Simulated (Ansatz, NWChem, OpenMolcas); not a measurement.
# Computed against measured: dipole moment

7 molecules with nitrogen; the dipole moment in D, computed less measured. Shapes, held fixed at every level: PBE0-D4/def2-TZVP. No vibrational averaging. Dipoles are compared by magnitude; molecules under 1 D, whose direction can flip, are left out. Programs: Ansatz 0.2.0, NWChem 7.3.0, OpenMolcas 26.06. Measured values: NIST CCCBDB.

Levels: A = HF/3-21G; B = HF/def2-SVP; C = PBE-D4/def2-TZVPP; D = B3LYP/6-31G* (spherical functions); E = wB97M-V/def2-TZVPP.

```json
{"molecule": "HCN (hydrogen cyanide)", "measured": "2.98", "A": "+0.09", "B": "+0.21", "C": "-0.06", "D": "-0.08", "E": "+0.06"}
{"molecule": "C2F3N (cyanotrifluoromethane)", "measured": "1.33", "A": "-0.54", "B": "-0.16", "C": "+0.15", "D": "+0.14", "E": "+0.07"}
{"molecule": "CH5N (methylamine)", "measured": "1.31", "A": "+0.39", "B": "+0.13", "C": "-0.06", "D": "+0.10", "E": "0.00"}
{"molecule": "C2H5N (N-methylmethanimine)", "measured": "1.53", "A": "+0.31", "B": "+0.21", "C": "-0.17", "D": "-0.13", "E": "-0.02"}
{"molecule": "C3H3NO (SMILES c1cocn1)", "measured": "1.50", "A": "+0.10", "B": "+0.02", "C": "+0.06", "D": "+0.05", "E": "+0.07"}
{"molecule": "C2H7N (dimethylamine)", "measured": "1.03", "A": "+0.26", "B": "+0.06", "C": "-0.16", "D": "-0.05", "E": "-0.07"}
{"molecule": "C4H5N (pyrrole)", "measured": "1.84", "A": "+0.18", "B": "+0.18", "C": "+0.09", "D": "+0.10", "E": "+0.11"}
```

Problem. Sum up the errors.

Solution. 
| level | kind | mean error | mean absolute error | worst case |
| --- | --- | --- | --- | --- |
| HF/3-21G | Hartree–Fock | +0.113 | 0.267 | C2F3N |
| HF/def2-SVP | Hartree–Fock | +0.093 | 0.139 | HCN |
| PBE-D4/def2-TZVPP | GGA | -0.021 | 0.107 | C2H5N |
| B3LYP/6-31G* (spherical functions) | global hybrid | +0.019 | 0.093 | C2F3N |
| wB97M-V/def2-TZVPP | range-separated hybrid | +0.031 | 0.057 | C4H5N |

On this set wB97M-V/def2-TZVPP has the smallest mean absolute error and HF/3-21G the largest. HF/3-21G is too high in 6 of 7; HF/def2-SVP is too high in 6 of 7. The levels differ in basis as well as in method. The tabulated values of C2F3N, C4H5N are in doubt (older tables, estimates, or at odds with other calculations) and kept here. Over the 5 molecules whose values aren't doubted the mean absolute errors are A 0.230; B 0.126; C 0.102; D 0.082; E 0.044. The set is small.

Among the molecules with undoubted reference values, both Hartree–Fock levels overestimate every dipole. This is the familiar result of neglecting electron correlation, which normally moves some charge back from the electronegative atoms and makes polar bonds less ionic.

The two Hartree–Fock columns also isolate a basis effect. In methylamine the error falls from +0.39 to +0.13 D on going from 3-21G to def2-SVP, and dimethylamine behaves alike. Without polarization functions, the small basis describes the pyramidal nitrogen and its lone pair poorly. HCN breaks the pattern: its error grows from +0.09 to +0.21 D, which suggests that the smaller basis there partly hides the overpolarization of Hartree–Fock.

PBE errs low for four of the five undoubted molecules, with the ring C3H3NO the exception, probably because semilocal exchange delocalizes charge too readily. The lead of wB97M-V survives removal of the doubtful references, but a good dipole magnitude tests only one moment of the charge distribution, not the density in detail.
